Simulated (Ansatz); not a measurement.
A series in volume ratio on SrHg3

Results calculated with Ansatz 0.2.0, not measured. Plane-wave density functional theory, PAW datasets, Gaussian smearing 0.05 eV: equation of state, the given cell scaled in volume with shape and atoms relaxed at each volume.

The cell before it is scaled or strained (space group Pm-3m, No. 221):
```
CELL_PARAMETERS angstrom
4.72540 0.00000 0.00000
0.00000 4.72540 0.00000
0.00000 0.00000 4.72540
ATOMIC_POSITIONS crystal
Sr 0.00000 0.00000 0.00000
Hg 0.00000 0.50000 0.50000
Hg 0.50000 0.50000 0.00000
Hg 0.50000 0.00000 0.50000
```

Settings of every row: paw set soft_2; functional PBEsol; spin treatment none; moment partition spheres; spin axis none; wave cutoff 420 eV; k mesh 8x8x8; symmetry use detected.

Atom hubbard u: 0 on all atoms.

Limits: no spin-orbit coupling, which can matter with elements this heavy; the cell comes from a prototype or a list of computed structures and needn't be the stable phase.

```
row  volume ratio  V (Å³/atom)  energy above given cell (meV per atom)  pressure (GPa)
  1          0.96       25.323                                    5.52           1.765
  2          0.98       25.851                                    1.31           0.825
  3             1       26.379                                       0           0.004
  4          1.02       26.906                                       ?               ?
  5          1.04       27.434                                    4.64          -1.337
```

Question: what energy above given cell and pressure should row 4 give?

Worked fit of energy above given cell. Take u = (V_r/V)^(2/3) − 1 with V_r = 26.115 Å³ an atom, which is twice the finite (Eulerian) strain; such expansions in the strain, on which the Birch-Murnaghan equation of state is built, carry the rest volume and the bulk modulus. The shown rows have u = 0.02074, 0.0068, -0.00668, -0.03232. Least squares give energy above given cell = 0.324 + 100.06 × u + 7231.9 × u² meV per atom; a straight line predicts inner rows, each left out in turn, worse (root mean square 3.2 against 0.058 meV per atom). The rows lie off it by 0.01, -0.03, 0.02, 0.00. The withheld row has u = -0.0197, so the fit gives 0.324 + 100.06 × (-0.0197) + 7231.9 × (-0.0197)² = 1.16 meV per atom.

The calculation gave 1.23 meV per atom. The fit lies 0.07 meV per atom (5.7 % of the value, 1.3 % of the column's range) below it; its largest miss of a shown row is 0.03 meV per atom.

Worked fit of pressure. Take u = (V_r/V)^(2/3) − 1 with V_r = 26.115 Å³ an atom, which is twice the finite (Eulerian) strain; such expansions in the strain, on which the Birch-Murnaghan equation of state is built, carry the rest volume and the bulk modulus. The shown rows have u = 0.02074, 0.0068, -0.00668, -0.03232. Least squares give pressure = 0.4007 + 61.066 × u + 226.06 × u² GPa; a straight line predicts inner rows, each left out in turn, worse (root mean square 0.099 against 0.0029 GPa). The rows lie off it by 0.001, -0.001, 0.001, 0.000. The pressure vanishes at u = -0.0067, or V = 26.38 Å³ an atom, and there the bulk modulus with shape and atoms relaxed is B = −V dP/dV = (2/3)(1 + u) dP/du = 38.4 GPa. The withheld row has u = -0.0197, so the fit gives 0.4007 + 61.066 × (-0.0197) + 226.06 × (-0.0197)² = -0.715 GPa.

The calculation gave -0.712 GPa. The fit lies 0.003 GPa (0.097 % of the column's range) below it; its largest miss of a shown row is 0.001 GPa.
